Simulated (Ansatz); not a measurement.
**Ligand exchange: SnH2(CH3)Cl + GeH2(CH3)F → SnH2(CH3)F + GeH2(CH3)Cl**

Species: SnH2(CH3)Cl, singlet; GeH2(CH3)F, singlet; SnH2(CH3)F, singlet; GeH2(CH3)Cl, singlet. The partners trade Cl for F: Sn–Cl and Ge–F bonds give way to Sn–F and Ge–Cl.

Shapes, held fixed at every level: PBE0-D4/def2-TZVP. Programs: Ansatz 0.2.0. The zero-point and thermal change to 298 K, harmonic and unscaled (PBE0-D4/def2-TZVP), is -0.4 kJ/mol.

Task: Estimate ΔH(298 K) of this reaction.

Result: The highest level, CCSD(T)/def2-TZVPP, gives ΔH(298 K) = +21.8 kJ/mol; the levels span +16.3 to +32.8. The column of differences is taken from that level and isn't an error. No measured value is set beside it here. For atoms past krypton def2 sets carry core potentials with scalar relativity. Relativity is left out for Ge unless named. Correlated rows may include outer-core shells of Ge, Sn, which these sets cover unevenly.

| level | kind | ΔH(298 K) (kJ/mol) | less CCSD(T)/def2-TZVPP |
| --- | --- | --- | --- |
| HF/def2-SVP | Hartree–Fock | +32.8 | +11.0 |
| HF/def2-TZVPP | Hartree–Fock | +27.6 | +5.8 |
| SPW92/def2-TZVPP | LDA | +18.7 | -3.1 |
| PBE-D4/def2-TZVPP | GGA | +16.3 | -5.5 |
| B3LYP-D4/def2-TZVPP | global hybrid | +19.6 | -2.2 |
| wB97M-V/def2-TZVPP | range-separated hybrid | +20.1 | -1.7 |
| CCSD(T)/def2-SVP | coupled cluster or CI | +26.4 | +4.6 |
| CCSD(T)/def2-TZVPP | coupled cluster or CI | +21.8 | 0.0 |

The exchange is endothermic at every level, so fluorine prefers germanium and chlorine prefers tin in these isolated molecules. With a thermal term of only -0.4 kJ/mol, the preference is essentially electronic. Going from germanium to tin weakens the bond to fluorine more than the bond to chlorine. The small, hard fluoride gains most from the short contact and strong electrostatic attraction offered by the smaller germanium, while the larger, more diffuse chlorine is less sensitive to the size of its partner. This outweighs the greater polarity of the Sn–F bond.

Enlarging the basis lowers the enthalpy in both Hartree–Fock and coupled cluster, probably because the small set describes the electron-rich fluorine in the more polar Sn–F bond least well. The direction of exchange is therefore better established than its exact magnitude, which may fall somewhat further with a larger basis. The preference need not carry over to condensed phases, where organotin fluorides often associate through Sn–F–Sn bridges that would favour the products.
